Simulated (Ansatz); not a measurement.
Relaxed bulk Ta, space group Im-3m (No. 229):

```yaml
crystal:
  lattice:
    - [-1.65953, 1.65953, 1.65953]
    - [1.65953, -1.65953, 1.65953]
    - [1.65953, 1.65953, -1.65953]
  atoms:
    - { symbol: Ta, position: [0.00000, 0.00000, 0.00000] }
```

Miller indices refer to the conventional cell of Im-3m (No. 229), a = 3.319 Å, b = 3.319 Å, c = 3.319 Å, α = 90.00°, β = 90.00°, γ = 90.00°.

The (100) slab of 7 planes, 10.0 Å thick with 15 Å of vacuum as cut; outer planes Ta (top) and Ta (bottom).

All numbers below come from DFT PBE, scalar-relativistic, plane waves, PAW in Ansatz 0.2.0. Settings: cutoff 420 eV, Γ-centred mesh 10×10×1 on the computed 7-atom cell, Gaussian smearing of 0.10 eV; no spin polarisation. The cell repeats along c with a dipole correction in the vacuum.

Results for the relaxed slab:

```json
{"Surface energy (mean of both faces)": "2.55 J/m²", "Work function": "3.79 eV"}
```

Relaxation lowers the energy by 0.191 J/m² a face; the largest move is 0.162 Å.

| plane (bottom to top) | atoms | spacing to next, bulk (Å) | relaxed (Å) | change (%) |
| --- | --- | --- | --- | --- |
| 1 | Ta | 1.660 | 1.461 | -12.0 |
| 2 | Ta | 1.660 | 1.664 | +0.2 |
| 3 | Ta | 1.660 | 1.692 | +2.0 |
| 4 | Ta | 1.660 | 1.692 | +2.0 |
| 5 | Ta | 1.660 | 1.664 | +0.2 |
| 6 | Ta | 1.660 | 1.461 | -12.0 |
| 7 | Ta |  |  |  |

Slabs this thin can still miss converged surface energies by a few hundredths of a J/m² and work functions by about a tenth of an eV.

Spin-orbit coupling is left out, which matters for the bands of heavy elements.

γ = (E_slab − N·E_bulk)/2A = 3.504 eV / (2 × 11.02 Å²) = 159.1 meV/Å² = 2.55 J/m², with N = 7 atoms. The cut crosses 4 bonds a cell (neighbours within 10 % of the shortest distances), so each costs 0.88 eV on this count. The top spacing shrinks by 12.0 %, as is usual at a metal's surface, where atoms that lost neighbours bind closer to those left.

The contraction is concentrated in the outermost spacing, at -12.0 %, while the next barely changes. Ta has a partly filled d band with mostly bonding states occupied, and its cohesion grows less than linearly with coordination. Surface atoms therefore strengthen their remaining back-bonds, and the open bcc (100) face leaves room for a large inward move. For the same reason, 0.88 eV is an average cleavage cost, not the strength of a Ta–Ta bond; it also absorbs the severed second-neighbour interactions, which are significant in bcc metals. The +2.0 % expansion persists up to the middle plane, so the disturbance has not died out there and the inner spacings are not a clean guide to a semi-infinite crystal.

The work function is lower than measurements on clean Ta(100) by more than slab thickness is likely to explain, probably in part because PBE tends to underestimate work functions of transition metals. With one atom per plane, the cell cannot reveal whether lateral displacements that enlarge the surface period would lower the energy further.
